Zinc selenide is a semiconductor. Its density of states counts how many electron states the crystal offers at each energy, and the columns beside the total say which atomic shell those states resemble. Energies are counted from the Fermi level, which in this calculation lies in the middle of the gap. States below it are full and states above it are empty.

Density of states of zincblende ZnSe (two-atom cell, cubic edge a = 5.732 Å) from Ansatz 0.2.0 with r2SCAN, scalar-relativistic plane-wave PAW, no spin polarisation, a 500 eV cutoff and an 8×8×8 k mesh (12×12×12 for the states). Values use the tetrahedron method, averaged over 0.2 eV bins; energies are from the Fermi level, and shells are Löwdin projections summed over sites.

| energy (eV) | density of states total (states/eV/cell) | DOS Zn 3d (states/eV/cell) | DOS Se 4p (states/eV/cell) | DOS Zn 4s (states/eV/cell) | DOS Se 4s (states/eV/cell) |
| --- | --- | --- | --- | --- | --- |
| -7.95 | 0 | 0 | 0 | 0 | 0.00000 |
| -7.55 | 0 | 0 | 0 | 0 | 0.00000 |
| -7.15 | 18 | 17.57 | 0.33 | 0.08 | 0.01000 |
| -6.75 | 1.1 | 1.05 | 0.01 | 0.01 | 0.04000 |
| -6.35 | 0 | 0 | 0 | 0 | 0.00000 |
| -5.95 | 0.02 | 0 | 0.01 | 0 | 0.00000 |
| -5.55 | 1.15 | 0.06 | 0.76 | 0.29 | 0.02000 |
| -5.15 | 1.15 | 0.12 | 0.69 | 0.28 | 0.05000 |
| -4.75 | 0.6 | 0.07 | 0.35 | 0.12 | 0.04000 |
| -4.35 | 0.37 | 0.04 | 0.22 | 0.07 | 0.03000 |
| -3.95 | 0.27 | 0.03 | 0.17 | 0.05 | 0.02000 |
| -3.55 | 1.51 | 0.1 | 1.29 | 0.05 | 0.02000 |
| -3.15 | 1.44 | 0.08 | 1.25 | 0.05 | 0.02000 |
| -2.75 | 1.93 | 0.1 | 1.71 | 0.04 | 0.01000 |
| -2.35 | 1.88 | 0.1 | 1.67 | 0.03 | 0.01000 |
| -1.95 | 1.9 | 0.11 | 1.7 | 0.02 | 0.01000 |
| -1.55 | 1.15 | 0.07 | 1.04 | 0.01 | 0.00000 |
| -1.15 | 0.53 | 0.04 | 0.48 | 0 | 0.00000 |
| -0.75 | 0 | 0 | 0 | 0 | 0.00000 |
| -0.35 | 0 | 0 | 0 | 0 | 0.00000 |
| 0.05 | 0 | 0 | 0 | 0 | 0.00000 |
| 0.45 | 0 | 0 | 0 | 0 | 0.00000 |
| 0.85 | 0 | 0 | 0 | 0 | 0.00000 |
| 1.25 | 0.01 | 0 | 0 | 0.01 | 0.00000 |
| 1.65 | 0.03 | 0 | 0.01 | 0.02 | 0.01000 |
| 2.05 | 0.07 | 0 | 0.01 | 0.04 | 0.01000 |
| 2.45 | 0.43 | 0 | 0.09 | 0.23 | 0.04000 |
| 2.85 | 0.78 | 0 | 0.14 | 0.31 | 0.05000 |
| 3.25 | 1.66 | 0 | 0.32 | 0.58 | 0.06000 |
| 3.65 | 1.62 | 0 | 0.34 | 0.58 | 0.04000 |
| 4.05 | 0.92 | 0 | 0.18 | 0.28 | 0.01000 |
| 4.45 | 0.7 | 0 | 0.1 | 0.15 | 0.00000 |
| 4.85 | 0.73 | 0 | 0.08 | 0.11 | 0.00000 |
| 5.25 | 1.86 | 0 | 0.16 | 0.2 | 0.01000 |
| 5.65 | 1.22 | 0 | 0.07 | 0.09 | 0.00000 |

Three rows carry most of the argument: -5.55 eV near the bottom of the valence band, -1.15 eV near its top, and 1.25 eV at the start of the conduction band. The printed analysis after the text gives the shares and estimates quoted here.

### 1. Which shell makes the valence band?

Between about -6 and -1 eV the states are mostly Se 4p, which holds 82 % of the listed density. Zn 4s has only 7 %. Two things work together. Selenium holds its 4p electrons at somewhat lower energy than zinc holds its 4s electrons. Where the two shells form bonds, the filled bonding states resemble the lower partner, and the bond is polar with the electrons nearer selenium. In the free atoms this difference is modest, and alone it wouldn't give so lopsided a split. Counting supplies much of the rest: zinc brings one 4s orbital against selenium's three 4p orbitals, so Zn 4s can hold at most a third of the three bands. The remaining Se 4p states find their partner mainly in Zn 4p, which lies several eV higher and isn't projected here; part of its small contribution is expected to be credited to Se 4p.

### 2. Why does Zn 4s sit at the bottom of that band and not at the top?

At -5.55 eV Zn 4s supplies 0.29 of a total of 1.15 states/eV/cell, a quarter. At -1.15 eV it supplies nothing that the table can show. Both rows belong to the same group of three bands, so the difference needs a cause other than the choice of atoms.

That cause is symmetry. The top of the valence band lies at Γ, where the electron wave has the same phase in every cell. There a zinc atom sees four selenium neighbours whose p orbitals all point the same way. A round s orbital overlaps with their positive and negative lobes equally, and the overlap cancels.

Away from Γ the phase changes from cell to cell and the cancellation ends. The p orbital that points along the direction of the wave now bonds with Zn 4s, and its band sinks to the bottom of the valence region. For waves along the cube edges or the body diagonals, the two p orbitals at right angles to the wave still can't mix with s, so their bands stay in the upper part of the valence region. The table shows where zinc sits; the symmetry argument is standard theory that explains it.

### 3. Why does one side of the gap start steeply and the other hardly at all?

The row at -1.15 eV lies 0.29 eV inside the valence band and already has 0.53 states/eV/cell. The row at 1.25 eV lies 0.39 eV inside the conduction band and has 0.01. The same mixing explains this. As soon as the wave leaves Γ, the s-like conduction band and the p band that points along the wave repel each other, so the conduction band rises fast. A steep band passes quickly through each energy interval and leaves few states in it.

The band levels of the same calculation show the contrast. On the first step of the k mesh from Γ towards the zone-boundary point L, the conduction band rises by 0.93 eV and the p band along the wave falls by 1.23 eV. The opposite directions are expected of two bands that repel each other, but this pair accounts for only part of the fall: the next three empty levels at Γ, several eV above the conduction edge, are expected to push the p bands down as well. The two upper valence bands fall by only 0.14 eV. If a band is taken as a parabola, its density of states for both spins is

$$g=\frac{V}{2\pi^2}\left(\frac{k^2}{\Delta E}\right)^{3/2}\sqrt{\varepsilon}.$$

Here $V$ is the cell volume, $\Delta E$ the change in energy over a step of length $k$, and $\varepsilon$ the distance from the band edge. The cell has about 47 Å³, and the step has $k^2=3(2\pi/a)^2/64\approx0.056$ Å⁻², with $a$ the cell edge in the caption. For the row at 1.25 eV this gives

$$g\approx\frac{47}{2\pi^2}\left(\frac{0.056}{0.93}\right)^{3/2}\sqrt{0.39}\approx0.02\ \text{states/eV/cell}.$$

The table has 0.01, so the estimate is too high by about a factor of two. Part of this may be rounding. The parabola is also expected to run high: the band should be steeper near its bottom than a parabola drawn through a point 0.93 eV up, and towards X it rises by 1.34 eV over a step whose $k^2$ is only a third larger. The table in turn is expected to run somewhat low just above this edge, because the tetrahedra draw straight lines between the points of the k mesh and so miss the rounded bottom of the band. For the two flat valence bands at -1.15 eV the formula gives 0.6 or 0.2, depending on whether the step leads towards L or towards X, another point on the zone boundary. The table's 0.53 lies between them. Real bands are neither parabolic nor equal in all directions, so the model gives the size of the contrast and no more.

### 4. How wide is the gap?

The nearest non-zero rows, -1.15 and 1.25 eV, are 2.4 eV apart. The gap is nevertheless only 1.72 eV, because the band edges of the same calculation lie at -0.86 and 0.86 eV.

Each side hides its edge for a different reason. The valence edge falls between two rows, since the bins are 0.2 eV wide but the rows are 0.4 eV apart. The conduction edge does fall inside a listed bin, that of 0.85 eV, but the parabola predicts only about 0.003 states/eV/cell there, which prints as zero. In practice, a gap should be taken from the band edges and not from the first visible density, above all when the conduction band is steep.

### 5. What do the zinc d electrons do to the gap?

The Zn 3d states form the narrow peak near -7 eV and look like a closed inner shell. Yet 6.5 % of the density in the two highest valence rows, -1.55 and -1.15 eV, is Zn 3d. At Γ, three of the five d orbitals have the same symmetry as the Se 4p states, so the two sets mix and repel each other.

For two mixing levels, the upper one rises by the share $w$ of the lower partner in it, times their final separation $D$. With the share in those two rows standing in for the one at Γ, this gives

$$\Delta=wD\approx0.065\times6.6\ \text{eV}\approx0.4\ \text{eV}.$$

The lower level should sink by the same amount. The other two d orbitals can't mix with Se 4p at Γ and serve as a marker; the mixing three lie 0.37 eV below them. The electric field of the four selenium neighbours also splits the d levels. It isn't computed here, but it is expected to be small for so compact a shell and to act the other way, lifting the three above the two. The agreement supports a push of a few tenths of an eV and not its second digit. The conduction edge at Γ is s-like and doesn't take part, so the whole push narrows the gap.

### 6. Which digits can be trusted?

The shell shares within the valence band depend on the atomic orbitals chosen for the projection, and Zn 4p isn't among them. The lead of Se 4p is large enough to be trusted, but a share is expected to move by more than its last digit with another set of orbitals. Zn 4s and Zn 3d each hold about 7 % of the valence band, which is too close to rank them. The total can be checked by counting electrons. Multiplying the valence rows by their spacing of 0.4 eV gives 5.6 electrons, close to the true 6. The same sum over the d peak gives 7.6 where there should be 10, because a peak this narrow falls partly between the rows. Its height of 18 states/eV/cell therefore shouldn't be compared with that of another material.

High in the conduction band the shell columns lose their meaning. Above 4.4 eV, 78 % of the density belongs to none of the printed shells. Only shells occupied in the free atoms are projected, and these states are expected to draw on empty ones such as Zn 4p. Nearer the gap the columns are more useful: up to 4.05 eV Zn 4s leads the printed shells with 37 %, ahead of Se 4p with 20 %, as befits the antibonding side of a polar bond. Even there, 39 % belongs to none of the printed shells.

### 7. What would change with another method or another element?

The measured gap is roughly 2.8 eV, and the measured d levels lie roughly 9 eV below the valence edge; both are recalled figures. The calculation puts the d levels only 6.2 to 6.6 eV below that edge at Γ. Two known faults of such functionals are the likely cause. They let an electron partly repel itself, which raises compact d states too far. They also miss part of the extra energy that an added electron costs, so gaps come out too small even in crystals without d electrons. The errors in the gap and in the d levels are linked, since d levels that lie too high also push the valence edge up too strongly.

Two smaller effects pull in opposite directions. The cell is slightly stretched for this functional, which lowers the gap a little, so a relaxed cell would raise it. Spin-orbit coupling is left out; it would split the valence edge and lower the gap by roughly 0.1 eV. Neither removes the error of about 1 eV. Where the size of the gap matters, it should come from measurement or from a method such as a hybrid functional or GW, while the assignment of shells to bands can be kept.

Replacing selenium by sulfur shows how to use the picture. Sulfur holds its p electrons more tightly, which should lower the valence edge, and its shorter bonds to zinc should raise the antibonding conduction edge. Both widen the gap, and zinc sulfide is indeed known to have the larger one. The bonding pattern stays: anion p at the top of the valence band, with Zn 4s joining it lower down.

The analysis program printed:

```
Se 4p share of the valence rows -5.95 to -1.15, %: 81.58
Zn 4s share of the same rows, %: 7.266
Zn 3d share of the same rows, %: 6.619
Zn 4s share in the lower part, rows -5.95 to -3.95, %: 22.75
Zn 4s share in the upper part, rows -3.55 to -1.15, %: 1.934
centre of Se 4p in the valence rows, eV: -2.976
centre of Zn 4s in the valence rows, eV: -4.647
Zn 4s centre lies below Se 4p centre by, eV: 1.671
Zn 4s share of the conduction rows 1.25 to 4.05, %: 37.14
Se 4p share of the conduction rows 1.25 to 4.05, %: 19.75
share in no printed shell, rows 1.25 to 4.05, %: 39.13
share in no printed shell, rows 4.45 to 5.65, %: 78.49
electrons from valence rows times 0.4 eV (true count 6): 5.56
electrons from the two d rows times 0.4 eV (true count 10): 7.64
distance between the non-zero rows beside the gap, eV: 2.4
gap from the band edges, eV: 1.72
rise of the conduction band from Gamma to the next mesh point towards L, eV: 0.927
fall of the two upper valence bands over the same step, eV: 0.144
parabola estimate of the DOS at 1.25 eV, states/eV/cell: 0.02231
parabola estimate for the bin of row 0.85, states/eV/cell: 0.003215
parabola estimate at -1.15 eV, two bands, step towards L, states/eV/cell: 0.6284
parabola estimate at -1.15 eV, two bands, step towards X, states/eV/cell: 0.2082
Zn 3d share of the rows -1.55 and -1.15, %: 6.548
two-level estimate of the p-d shift, eV: 0.4307
d triplet lies below d doublet at Gamma by, eV: 0.369
d doublet below the valence edge at Gamma, eV: 6.209
d triplet below the valence edge at Gamma, eV: 6.578
```
